## How good a calculation does an electron added to BH₃⁺ need?

The cation BH₃⁺ has one unpaired electron. It takes up another electron while its atoms stay fixed, and the neutral molecule formed is a triplet, with two unpaired electrons. The energy gap is that of the triplet less that of the cation, and the best estimate is −7.824 eV. It is neither a singlet–triplet gap nor the ionisation energy of ordinary BH₃, which is a singlet.

Ansatz 0.2.0: vertical gap from BH₃⁺ (doublet) to neutral BH₃ (triplet) at a fixed PBE0/def2-TZVP geometry, with UHF determinants for both states and the boron core frozen. Rows not marked CBS use the aug-cc-pVDZ basis; the reference level is CCSDT(Q).

```
      level  this level less the best estimate at the basis limit (meV)  statistical noise, one standard error (meV)
         HF                                                       736.0                                        0.000
        MP2                                                       212.0                                        0.000
       CCSD                                                       152.0                                        0.000
    CCSD(T)                                                       120.0                                        0.000
      CCSDT                                                       114.0                                        0.000
   CCSDT(Q)                                                       112.0                                        0.000
     HF/CBS                                                       727.0                                        0.000
    MP2/CBS                                                        94.0                                        0.000
CCSD(T)/CBS                                                         8.0                                        0.000
```

The errors are relative to that best estimate, so a positive error places the triplet too little below the cation. Rows marked CBS are at the limit of a complete basis set; the others use one small basis. HF (Hartree–Fock) lets each electron move in the average field of the others. The levels from MP2 to CCSDT(Q) add correlation, the way electrons avoid one another, with growing completeness.

### (a) How much of each small-basis error is due to the method, and how much to the basis?

**Solution.** The best estimate takes its final correction from CCSDT(Q). The 112 meV still left at CCSDT(Q) in the small basis is therefore the basis error, and what a lower level has beyond it is method error. This method part is 624 meV for HF, 100 meV for MP2 and only 8 meV for CCSD(T). From CCSD(T) upwards, nearly the whole error comes from the basis.

This split charges the basis error of CCSDT(Q) to every level alike, which suits the correlated levels but not HF. The basis hardly matters to HF itself, whose error changes by 9 meV on going to the limit, where 727 meV of pure method error remain. For MP2 the change is 118 meV and for CCSD(T) 112 meV. The limit was reached with another family of basis sets, so these steps include the change of family.

The contrast can be traced to the shape of the wave function. HF needs only one orbital for each electron, and what a small basis gets wrong in these orbitals nearly cancels between the two states. A correlated wave function must also bend sharply where two electrons of opposite spin meet, and products of a few smooth functions reproduce that bend poorly. The state with more correlation then loses more in a small basis, and here the triplet is placed too high.

MP2 and CCSD(T) have similar basis steps because most of this short-range avoidance is an affair of two electrons at a time. MP2 already contains its leading part. What CCSD(T) adds depends less on the finest detail of the close approach.

### (b) Why does HF bind the added electron too weakly? Estimate its method error from the cation alone.

**Solution.** The added electron brings new partners to avoid. HF leaves this avoidance out, so it misses more energy in the triplet than in the cation. The part missed in both states cancels in the gap, and the extra part remains as a positive error.

A count gives its size. Electrons of equal spin are already kept apart by the exclusion principle, so only pairs of opposite spin are counted. The cation has three valence electrons with spin up and two with spin down, which makes 3 × 2 = 6 pairs. The triplet has four up and two down, which makes 8.

In the small basis, the HF energy of the cation lies 2538 meV above CCSDT(Q). If every pair counts equally, the two new pairs add 2538 × 2/6 = 846 meV to what HF misses. The calculated method error is 624 meV, so the count gives the right sign and order of size but is about a third too high. A likely reason, not tested here, is that the pairs are not equal. Two of the cation's six pairs share an orbital, where electrons meet most often, while the new electron shares its orbital with none. It is also expected to enter boron's empty p orbital, away from the bonds.

The same reasoning explains CCSD, which treats pairs well but leaves out the joint motion of three electrons. Groups of three that are not all of one spin grow from 9 to 16, a much steeper rise than that of the pairs. The CCSD error also grows steeply, from 49 meV in the cation to 89 meV in the triplet. The ratio agrees with the count better than equal weights deserve, so part of the agreement may be luck.

This changes how far one may trust cancellation. The error left in the gap is about a quarter as large as the cation's own error for HF, but about four fifths as large for CCSD. What CCSD still omits is smaller than what HF omits, yet it involves more electrons at once and so grows faster when an electron is added. This is no steady rule from level to level: the fraction is only about a sixth for MP2, and about two thirds for CCSD(T).

The count also suggests what a neighbouring case would do. If the electron instead filled the half-empty bonding orbital and gave singlet BH₃, there would be nine opposite-spin pairs, and two electrons would share one orbital. HF should then underestimate the binding by more than it does for the triplet.

### (c) Which level suits an accuracy of 0.1 eV, and which suits 1 kcal/mol (43 meV)?

**Solution.** HF is out of the question for either purpose, since its error is about 0.7 eV. For 0.1 eV, MP2 at the basis limit just suffices here, with an error of 94 meV, while CCSD(T) in the small basis, at 120 meV, does not. The simpler method wins because its basis error has been removed, but its margin is too thin to rely on for another molecule.

For 1 kcal/mol both parts must be small. CCSD(T) at the limit meets the target, but its listed 8 meV is by construction the small-basis step to CCSDT(Q), so it doesn't test the limit itself. A cheaper route adds the MP2 basis step to small-basis CCSD(T): 120 − 118 = 2 meV. That figure owes something to luck, because the MP2 step is 6 meV too large and partly makes up for the 8 meV that CCSD(T) lacks. With CCSD in place of CCSD(T) the same recipe leaves 34 meV, inside the target but with little to spare.

Formal scaling points the same way. Doubling the molecule multiplies the work by about 32 for MP2, 128 for CCSD(T) and 512 for CCSDT(Q). Tripling only the number of basis functions makes CCSD(T) roughly 80 times dearer. It therefore pays to let MP2 carry the large basis and to keep the costly method in the small one. Going on to CCSDT(Q) in the small basis would gain 8 meV and leave 112 meV untouched.

BH₃ is a fragment of diborane, a boron source for doping silicon. In a model of the ionised gas, HF would misplace this electron-capture step by about 0.7 eV. The few meV discussed above are relative to the best estimate; comparison with experiment would also need zero-point motion, the correlation of the core electrons and, unless the measured gap is itself vertical, the relaxation of the atoms.

The output below lists most of the differences and counts used here; nothing was fitted.

Numerical output:

```
Error split into method and basis:
          row  method part in meV  basis part in meV  whole error in kcal/mol
           HF                 624                112                    16.97
          MP2                 100                112                    4.889
         CCSD                  40                112                    3.505
      CCSD(T)                   8                112                    2.767
        CCSDT                   2                112                    2.629
     CCSDT(Q)                   0                112                    2.583
       HF/CBS                 727                  0                    16.77
      MP2/CBS                  94                  0                    2.168
  CCSD(T)/CBS                   8                  0                   0.1845
One kcal/mol in meV: 43.36
HF error as percent of the 7.824 eV gap: 9.407
Basis step of HF in meV: 9
Basis step of MP2 in meV: 118
Basis step of CCSD(T) in meV: 112
Percent of the correlation part of the gap missed by the small basis: 14.17
Percent of the small-basis correlation part that MP2 recovers: 83.97
Error of small-basis CCSD(T) plus MP2 basis step in meV: 2
Error of small-basis CCSD plus MP2 basis step in meV: 34
Cation HF energy above CCSDT(Q) in meV: 2538
Cation CCSD energy above CCSDT(Q) in meV: 49.45
Cation CCSD(T) energy above CCSDT(Q) in meV: 12.16
Triplet HF energy above CCSDT(Q) in meV: 3162
Triplet CCSD energy above CCSDT(Q) in meV: 89.45
Triplet CCSD(T) energy above CCSDT(Q) in meV: 20.16
Ratio of HF errors, triplet to cation: 1.246
Ratio of counted pairs, triplet to cation: 1.333
Ratio of CCSD errors, triplet to cation: 1.809
Ratio of counted triples, triplet to cation: 1.778
Cation full CI less CCSDT(Q) in meV: 0.103
Cost factor of MP2 when the molecule doubles, fifth power: 32
Cost factor of CCSD(T) when the molecule doubles, seventh power: 128
Cost factor of CCSDT(Q) when the molecule doubles, ninth power: 512
Cost factor of CCSD(T) when only the basis triples, fourth power: 81
```
